\subsection*{A.1 Premises and notation}

The classical repulsion between two electron clouds bound to different centres is the simplest two-centre two-electron integral over exponential-type orbitals. It is derived here in closed form by two independent routes and applied to a pair of neutral shallow donors in germanium. The premises are these.

(i) Each electron occupies a normalised 1s function of the same exponent $\zeta=1/a^*$,
\begin{equation}
a(\mathbf r)=\Big(\frac{\zeta^3}{\pi}\Big)^{1/2}e^{-\zeta r_A},\qquad b(\mathbf r)=\Big(\frac{\zeta^3}{\pi}\Big)^{1/2}e^{-\zeta r_B},
\end{equation}
where $r_A$ and $r_B$ are the distances from fixed centres $A$ and $B$ a distance $R$ apart. The number densities are $\rho_a=a^2$ and $\rho_b=b^2$, each normalised to one.

(ii) Two elementary charges interact through $g/r_{12}$, with
\begin{equation}
g=\frac{e^2}{4\pi\varepsilon_0\varepsilon_r},
\end{equation}
where $\varepsilon_r$ is a uniform, isotropic, wavevector-independent relative permittivity ($\varepsilon_r=1$ for atoms in vacuum).

(iii) The functions are frozen: neither cloud responds to the other.

In charge-cloud notation, where the left pair of labels belongs to electron 1 and the right pair to electron 2,
\begin{equation}
(aa|bb)=\iint\frac{\rho_a(\mathbf r_1)\,\rho_b(\mathbf r_2)}{|\mathbf r_1-\mathbf r_2|}\,d^3r_1\,d^3r_2 ,\qquad J(R)=g\,(aa|bb).
\label{def}
\end{equation}
The integral $(aa|bb)$ has the unit m$^{-1}$ and $J$ is an energy. Measuring all lengths in units of $1/\zeta$ shows that $(aa|bb)$ equals $\zeta$ times a function of the single variable $p=\zeta R$. The integrand is positive and the integral finite, so the order of integration is free.

\subsection*{A.2 Potential of one cloud}

Let $v(r)=\int\rho_a(\mathbf r')\,|\mathbf r-\mathbf r'|^{-1}d^3r'$, with $r$ measured from $A$. The average of $|\mathbf r-\mathbf r'|^{-1}$ over the directions of $\mathbf r'$ is
\begin{equation}
\frac12\int_{-1}^{1}\frac{d\mu}{\sqrt{r^2+r'^2-2rr'\mu}}=\frac{(r+r')-|r-r'|}{2rr'}=\frac{1}{\max(r,r')} .
\end{equation}
Charge inside radius $r$ therefore acts as if placed at the centre, and each outer shell adds a constant. With $x=\zeta r$, $t=\zeta r'$ and $4\pi r'^2\rho_a\,dr'=4t^2e^{-2t}dt$,
\begin{equation}
v=\zeta\Big[\frac1x\int_0^x4t^2e^{-2t}dt+\int_x^\infty 4t\,e^{-2t}dt\Big].
\end{equation}
Integration by parts gives
\begin{equation}
\int_0^x4t^2e^{-2t}dt=1-e^{-2x}(1+2x+2x^2),\qquad\int_x^\infty4t\,e^{-2t}dt=e^{-2x}(1+2x).
\end{equation}
The terms $2x\,e^{-2x}$ cancel in the sum, and
\begin{equation}
v(r)=\zeta\Big[\frac1x-e^{-2x}\Big(1+\frac1x\Big)\Big].
\label{pot}
\end{equation}
This tends to $\zeta$ at the centre and to $1/r$ far from it.

\subsection*{A.3 Integration over the second cloud}

Inserting \eqref{pot} into \eqref{def} splits the integral in two, with $x_A=\zeta r_A$:
\begin{equation}
(aa|bb)=\int\frac{\rho_b}{r_A}\,d^3r-\zeta W,\qquad W=\int\rho_b\,e^{-2x_A}\Big(1+\frac1{x_A}\Big)d^3r .
\label{split}
\end{equation}
The first term is the potential of cloud $b$ at centre $A$. The two clouds have the same shape, so it equals $v(R)$, that is \eqref{pot} at $x=p$.

For $W$ the product of exponentials depends on $r_A+r_B$ alone, which suggests prolate spheroidal coordinates. In units of $1/\zeta$ put $A$ at $z=-c$ and $B$ at $z=+c$ with $c=p/2$, and define
\begin{equation}
z=c\,\xi\eta,\qquad s^2=c^2(\xi^2-1)(1-\eta^2),\qquad 1\le\xi<\infty,\quad-1\le\eta\le1,
\end{equation}
where $s$ is the distance from the axis. Expanding $s^2+(z\pm c)^2$ gives $c^2(\xi\pm\eta)^2$, so $x_A=c(\xi+\eta)$ and $x_B=c(\xi-\eta)$. The cylindrical volume element is $d(s^2/2)\,dz\,d\varphi$, and
\begin{equation}
\frac{\partial(s^2/2,\,z)}{\partial(\xi,\eta)}=c^3\big[\xi^2(1-\eta^2)+\eta^2(\xi^2-1)\big]=c^3(\xi^2-\eta^2).
\end{equation}
In these units $\rho_b=e^{-2x_B}/\pi$ and $e^{-2x_A-2x_B}=e^{-2p\xi}$. The factor $\xi+\eta$ of the Jacobian cancels the singularity $1/x_A=2/[p(\xi+\eta)]$, and the angle $\varphi$ supplies $2\pi$:
\begin{equation}
W=\frac{p^3}{4}\int_1^\infty d\xi\,e^{-2p\xi}\int_{-1}^{1}d\eta\Big[\xi^2-\eta^2+\frac2p(\xi-\eta)\Big]
=\frac{p^3}{4}\int_1^\infty e^{-2p\xi}\Big[2\xi^2-\frac23+\frac{4\xi}{p}\Big]d\xi .
\end{equation}
The auxiliary functions $A_n(\alpha)=\int_1^\infty\xi^ne^{-\alpha\xi}d\xi$ follow from $A_0=e^{-\alpha}/\alpha$ and $A_{n+1}=-dA_n/d\alpha$:
\begin{equation}
A_1=e^{-\alpha}\Big(\frac1\alpha+\frac1{\alpha^2}\Big),\qquad A_2=e^{-\alpha}\Big(\frac1\alpha+\frac2{\alpha^2}+\frac2{\alpha^3}\Big).
\label{aux}
\end{equation}
At $\alpha=2p$,
\begin{equation}
2A_2-\frac23A_0+\frac4pA_1=e^{-2p}\Big[\Big(\frac1p+\frac1{p^2}+\frac1{2p^3}\Big)-\frac1{3p}+\Big(\frac2{p^2}+\frac1{p^3}\Big)\Big]=e^{-2p}\Big[\frac2{3p}+\frac3{p^2}+\frac3{2p^3}\Big],
\end{equation}
and multiplication by $p^3/4$ gives
\begin{equation}
W=e^{-2p}\Big(\frac38+\frac{3p}4+\frac{p^2}6\Big).
\end{equation}
Combining this with $v(R)$ in \eqref{split}, where the constants add as $1+3/8=11/8$,
\begin{equation}
(aa|bb)=\zeta\Big[\frac1p-e^{-2p}\Big(\frac1p+\frac{11}8+\frac{3p}4+\frac{p^2}6\Big)\Big],\qquad p=\zeta R .
\label{result}
\end{equation}

\subsection*{A.4 The same result by Fourier convolution}

Use the convention $\tilde f(\mathbf k)=\int f(\mathbf r)e^{-i\mathbf k\cdot\mathbf r}d^3r$, with inverse $\int\tilde f\,e^{i\mathbf k\cdot\mathbf r}d^3k/(2\pi)^3$. For a spherical function the angular integral gives $\tilde f=(4\pi/k)\int_0^\infty rf(r)\sin kr\,dr$. With $\beta=2\zeta$,
\begin{equation}
\int_0^\infty e^{-\beta r}\sin kr\,dr=\frac{k}{k^2+\beta^2},\qquad\int_0^\infty r\,e^{-\beta r}\sin kr\,dr=\frac{2\beta k}{(k^2+\beta^2)^2},
\end{equation}
the second being $-\partial/\partial\beta$ of the first. The first shows that $e^{-\beta r}/r$ has the transform $4\pi/(k^2+\beta^2)$, and the limit $\beta\to0$ gives $4\pi/k^2$ for $1/r$. The second gives the transform of one cloud about its own centre,
\begin{equation}
\tilde\rho(k)=\frac{4\pi}{k}\,\frac{\zeta^3}{\pi}\,\frac{2\beta k}{(k^2+\beta^2)^2}=\frac{\beta^4}{(k^2+\beta^2)^2},
\end{equation}
with $\tilde\rho(0)=1$ as normalisation demands. As a function of the vector $\mathbf R$ from $A$ to $B$, \eqref{def} is the convolution of two even densities with $1/r$, so its transform is the product of three transforms:
\begin{equation}
(aa|bb)=\int\frac{d^3k}{(2\pi)^3}\,\frac{4\pi}{k^2}\,\frac{\beta^8}{(k^2+\beta^2)^4}\,e^{i\mathbf k\cdot\mathbf R}=\frac2\pi\int_0^\infty\frac{\beta^8}{(k^2+\beta^2)^4}\,\frac{\sin kR}{kR}\,dk .
\label{fourier}
\end{equation}
Set $u=\beta^2/(k^2+\beta^2)$, so that $1-u=k^2/(k^2+\beta^2)$. The geometric sum $1-u^4=(1-u)(1+u+u^2+u^3)$ then yields the partial fractions
\begin{equation}
\frac{\beta^8}{k^2(k^2+\beta^2)^4}=\frac1{k^2}-\sum_{n=1}^4\frac{\beta^{2n-2}}{(k^2+\beta^2)^n}.
\end{equation}
Let $Y_n(R)$ be the inverse transform of $4\pi/(k^2+\beta^2)^n$. Differentiating with respect to $\beta$ under the integral gives $Y_{n+1}=-(2n\beta)^{-1}\partial Y_n/\partial\beta$. With $y=\beta R$,
\begin{equation}
Y_1=\frac{e^{-y}}R,\quad Y_2=\frac{e^{-y}}{2\beta},\quad Y_3=\frac{e^{-y}(1+y)}{8\beta^3},\quad Y_4=\frac{e^{-y}(3+3y+y^2)}{48\beta^5}.
\end{equation}
Collecting powers of $y$,
\begin{equation}
\sum_{n=1}^4\beta^{2n-2}Y_n=e^{-y}\Big[\frac1R+\beta\Big(\frac{11}{16}+\frac{3y}{16}+\frac{y^2}{48}\Big)\Big],
\end{equation}
since $\tfrac12+\tfrac18+\tfrac1{16}=\tfrac{11}{16}$ and $\tfrac18+\tfrac1{16}=\tfrac3{16}$. With $\beta=2\zeta$ and $y=2p$ the bracket is $\zeta(1/p+11/8+3p/4+p^2/6)$, and subtracting the sum from $1/R$ reproduces \eqref{result}. This route shows the origin of each part: the pole at $k=0$ carries the point-charge term, and the fourth-order pole at $k=i\beta$ carries $e^{-2p}/p$ times a cubic polynomial in $p$.

\subsection*{A.5 Limits and shape}

Multiplying the series of $e^{-2p}$ into the bracket of \eqref{result}, the $1/p$ terms cancel, the constant is $2-11/8=5/8$, the terms in $p$ and $p^3$ vanish, and
\begin{equation}
(aa|bb)=\zeta\Big[\frac58-\frac{p^2}{12}+\frac{p^4}{60}-\dots\Big].
\end{equation}
The value $5\zeta/8$ is the one-centre integral $(aa|aa)$. It also follows from \eqref{fourier} at $R=0$, because $\int_0^\infty(1+w^2)^{-4}dw=5\pi/32$ gives $5\beta/16$.

Applying $\nabla_R^2$ to \eqref{fourier} multiplies the integrand by $-k^2$ and removes the Coulomb kernel, so $\nabla_R^2(aa|bb)=-4\pi\int\rho_a\rho_b\,d^3r$. Differentiating \eqref{result} gives
\begin{equation}
\frac1R\frac{d^2}{dR^2}\big[R\,(aa|bb)\big]=-\frac{\zeta^3}{2}\,e^{-2p}\Big(1+2p+\frac{4p^2}3\Big).
\label{poisson}
\end{equation}
At $p=0$ the right side is $-4\pi\int\rho_a^2\,d^3r=-4\pi\,\zeta^3/8\pi$, which confirms the coefficient $-1/12$ because $\nabla^2R^2=6$. Thus $(aa|bb)$ is the potential of a smooth, positive, spherical distribution of unit total charge. It decreases monotonically from $5\zeta/8$ and lies below $1/R$ at every distance. The deficit is the penetration energy
\begin{equation}
\Delta(R)=\frac gR-J=g\zeta\,e^{-2p}\Big(\frac1p+\frac{11}8+\frac{3p}4+\frac{p^2}6\Big)>0 .
\label{pen}
\end{equation}
Spherical clouds carry no multipole moment beyond their charge, so no inverse power of $R$ follows $1/R$, and $\Delta$ is smaller than any such power at large $p$. Its leading form $g\zeta p^2e^{-2p}/6$ is approached slowly: at $p=4.5$ it supplies only 40 per cent of $\Delta$. The ratio $\Delta/(g/R)$ falls below one per cent at $p=4.0$.

\subsection*{A.6 Two neutral centres}

For two neutral centres, each a point charge $+e$ with its cloud, the classical energy holds the core--core repulsion $g/R$, two core--cloud attractions $-g\,v(R)$, and $J$. The point-charge terms cancel as $1-2+1=0$, and
\begin{equation}
Q=\frac gR-2g\,v(R)+J=g\zeta\,e^{-2p}\Big(\frac1p+\frac58-\frac{3p}4-\frac{p^2}6\Big).
\label{Q}
\end{equation}
$Q$ is made of penetration terms alone. It is positive at short range, changes sign at $p=1.38$, the positive root of $4p^3+18p^2-15p-24=0$, and tends to $-\Delta$ at large $p$, where the reduced cloud--cloud repulsion dominates.

$Q$ is not the whole first-order interaction. Suppose $a$ and $b$ are the exact ground states of the isolated centres, with energy $-E_b$, and take the Heitler--London functions $a(1)b(2)\pm b(1)a(2)$, the upper sign for the spin singlet. The Hamiltonian acting on $a(1)b(2)$ returns $-2E_b+V'$, with $V'=g(1/R-1/r_{1B}-1/r_{2A}+1/r_{12})$. The direct element of $V'$ is $Q$, and the energy relative to $-2E_b$ is
\begin{equation}
E_\pm=\frac{Q\pm K}{1\pm S^2},\qquad K=g\Big[\frac{S^2}R-2S\,\langle a|r_A^{-1}|b\rangle+(ab|ab)\Big].
\label{HL}
\end{equation}
The coordinates of A.3 and \eqref{aux} at $\alpha=p$ give $S=(p^3/4)(2A_2-\tfrac23A_0)=e^{-p}(1+p+p^2/3)$ and $\langle a|r_A^{-1}|b\rangle=\zeta p^2A_1=\zeta e^{-p}(1+p)$. The exchange integral, needed below only for its size, is quoted in the closed form of Sugiura (1927):
\begin{equation}
(ab|ab)=\frac\zeta5\Big\{e^{-2p}\Big(\frac{25}8-\frac{23p}4-3p^2-\frac{p^3}3\Big)+\frac6p\big[S^2(\gamma+\ln p)-2SS'\,\mathrm{Ei}(-2p)+S'^2\,\mathrm{Ei}(-4p)\big]\Big\},
\label{sug}
\end{equation}
with $S'=e^{p}(1-p+p^2/3)$, $\gamma$ Euler's constant and $\mathrm{Ei}(-x)=-\int_x^\infty e^{-t}t^{-1}dt$. $K$ decays with the same factor $e^{-2p}$ as $\Delta$ and $Q$, so a larger distance does not make it negligible beside them.

\subsection*{A.7 Range of validity}

Equation \eqref{result} is an exact value of the integral \eqref{def} for all $R\ge0$ and $\zeta>0$. For $p\ll1$ the closed form loses digits by cancellation of the $1/p$ terms, and the series of A.5 is preferable. The exponents must be equal. For $\zeta_a\ne\zeta_b$ the integrand of \eqref{fourier} has two double poles, at $k=2i\zeta_a$ and $k=2i\zeta_b$, in place of the fourth-order pole, and the penetration term is governed at long range by the smaller exponent.

Its use for donors rests on the effective-mass picture, in which $a$ and $b$ are envelope functions. This requires (a) an orbit much larger than the lattice constant and a binding energy much smaller than the gap, so that the bulk permittivity screens all interactions and the cell-periodic factors average out; (b) an isotropic envelope of pure exponential form; (c) a temperature $k_BT\ll E_b$, so that both donors hold their electrons and no free carriers add screening; (d) no third donor, surface or gate within a distance comparable with $R$. Moreover $J$ is a frozen-orbital quantity: relaxation, correlation, exchange and dispersion lie outside it. In germanium (b) is the weak premise, and its effect is sized below together with that of the omitted terms.

\subsection*{A.8 Illustration: two neutral donors in germanium}

For the isotropic hydrogenic donor with mass $m^*$, the exact ground state has $a^*=\hbar^2/(m^*g)$ and $E_b=g/2a^*$, so the energy unit of \eqref{result} is $g\zeta=2E_b$. The static permittivity is the compiled value $\varepsilon_r=16.2$ (Ioffe Institute, 300 K), which gives $g=1.424\times10^{-29}$ J\,m $=88.9$ meV\,nm, with 1 meV $=1.602\times10^{-22}$ J. The conduction valleys of Ge have no single mass, so the exponent is fixed from an assumed binding energy $E_b=10$ meV, chosen to reproduce the typical value of the shallowest group-V donor, Sb. The binding energy is therefore an input and no test of the model. Then $g\zeta=20$ meV, $a^*=g/2E_b=4.44$ nm, and the equivalent mass is $m^*=2\hbar^2E_b/g^2=0.19\,m_e$. Premise (a) holds: $a^*$ is about 8 times the typical lattice constant of 0.57 nm, and $E_b$ is 1.5 per cent of the compiled gap of 0.66 eV (Wing 2021). Premise (c) demands cryogenic temperatures, since $k_BT=25.9$ meV at 300 K. Equations \eqref{result}, \eqref{pen} and \eqref{Q} give the model values in the table, with energies in meV.

\begin{center}
\begin{tabular}{ccccccc}
\hline
$p$ & $R$/nm & $(aa|bb)/\zeta$ & $J$ & $g/R$ & $\Delta$ & $Q$\\
\hline
0 & 0 & 0.6250 & 12.5 & -- & -- & --\\
1 & 4.4 & 0.5545 & 11.1 & 20.0 & 8.9 & 1.9\\
2 & 8.9 & 0.4260 & 8.5 & 10.0 & 1.5 & $-0.38$\\
3 & 13.3 & 0.3198 & 6.4 & 6.7 & 0.27 & $-0.14$\\
4.5 & 20.0 & 0.2212 & 4.4 & 4.4 & 0.021 & $-0.015$\\
6 & 26.7 & 0.1666 & 3.3 & 3.3 & 0.0015 & $-0.0012$\\
\hline
\end{tabular}
\end{center}

Consider $R=20$ nm, where $p=4.50$. For randomly placed donors of density $n$ the probability of no neighbour within $r$ is $\exp(-4\pi nr^3/3)$, and its integral over $r$ is the mean nearest-neighbour distance $\Gamma(4/3)(4\pi n/3)^{-1/3}$, which equals 20 nm at $n=2.1\times10^{22}$ m$^{-3}$. The bracket in \eqref{pen} is 8.347 and $e^{-9}=1.234\times10^{-4}$, so $\Delta=0.021$ meV, or 0.46 per cent of the point-charge energy. The one-per-cent level is reached at $R=17.7$ nm. Five effects decide how much of this survives.

\emph{Permittivity.} Ge has no infrared-active zone-centre phonon, so its static and high-frequency constants should coincide, and the compiled high-frequency value 15.9 (Skone 2014) indicates the spread of this input. Using it at fixed $E_b$ and $R$ raises $g/R$ by 1.9 per cent, lowers $p$ to 4.42 and raises $\Delta$ by 16 per cent.

\emph{Exchange.} At $p=4.5$, $S=0.136$, and in units of $\zeta$ the three terms of $K/g$ in \eqref{HL} are $0.00412$, $-0.01663$ and $0.00771$. Hence $K=-0.096$ meV, 4.7 times $\Delta$ and 6.6 times $Q$ in magnitude, with $E_+=-0.11$ meV and $E_-=+0.083$ meV. In a many-valley crystal the Bloch phases of the valleys modulate $K$ with the lattice position of the donors, which this estimate omits.

\emph{Dispersion.} With the assumed hydrogenic coefficient $C_6\approx6.5\,g\,a^{*5}$, the term $-C_6/R^6$ is $-0.016$ meV, as large as $Q$. This gives the order only, because higher inverse powers and overlap damping are not small at $p=4.5$. At larger $R$ dispersion outlasts all exponential terms.

\emph{Anisotropy.} The envelope of one valley is oblate about a $\langle111\rangle$ axis. Model it as $\exp(-\sigma)$ with $\sigma^2=(x^2+y^2)/a_t^2+z^2/a_l^2$ and assumed typical radii $a_t=6.5$ nm and $a_l=2.3$ nm. In the scaled coordinates the cloud is the unit 1s cloud, so at $R=0$ the scaled separation is isotropically distributed with mean inverse length $5/8$, and for two electrons in one valley
\begin{equation}
J(0)=\frac{5g}8\int_0^1\frac{d\mu}{\sqrt{a_t^2(1-\mu^2)+a_l^2\mu^2}}=\frac{5g}8\,\frac{\arccos(a_l/a_t)}{\sqrt{a_t^2-a_l^2}},
\end{equation}
which is 11 meV against 12.5 meV in the table. The tail is far more sensitive. A sphere of radius $a_t$ has $p=3.08$ at 20 nm and $\Delta=0.16$ meV, 7.9 times the tabulated value, which indicates how much overlap the transverse tails can add. Anisotropy also creates multipoles. If the ground-state density is the mean of the four valley densities, interference between valleys being neglected, cubic symmetry removes the quadrupole and leaves $l=4$. Since $r^4P_4(\cos\theta)=z^4-3z^2s^2+3s^4/8$ with $s^2=x^2+y^2$, its angular mean over the scaled sphere is $\sigma^4(a_t^2-a_l^2)^2/5$, and $\langle\sigma^4\rangle=45/2$ gives $M_4=\tfrac92(a_t^2-a_l^2)^2=6.1\times10^3$ nm$^4$ per valley. For $\mathbf R$ along $\langle100\rangle$ every valley axis has $\cos^2\theta=1/3$ and $P_4=-7/18$. The two charge--hexadecapole terms add $2gM_4P_4/R^5=-0.13$ meV to $J$. This first term of an asymptotic series fixes the order only, but it exceeds $\Delta$ of the spherical model. It cancels from $Q$, because each donor is neutral and the cores feel the same moment with opposite sign.

\emph{Relaxation and correlation.} With both electrons on one donor the frozen energy is $-2E_b+J(0)=-\tfrac34E_b$, above the energy $-E_b$ of a neutral donor and a free electron, so the frozen model leaves the negative donor ion unbound. As typical knowledge, that ion is weakly bound, by about 5 per cent of $E_b$, and moving an electron between two distant neutral donors then costs about $0.95E_b=9.5$ meV. Read as that charging energy, the model's 12.5 meV is too large by roughly 30 per cent.

The model's repulsion at 20 nm, $J=4.4$ meV, is set by $g/R$ and is changed by only a few per cent by the permittivity and anisotropy effects above. Its penetration energy of 0.021 meV belongs to the spherical model: for germanium itself the departure of $J$ from $g/R$ is expected to be larger by up to about an order of magnitude and to depend on direction, and in the interaction of the neutral pair exchange exceeds the classical term \eqref{Q} while dispersion matches it.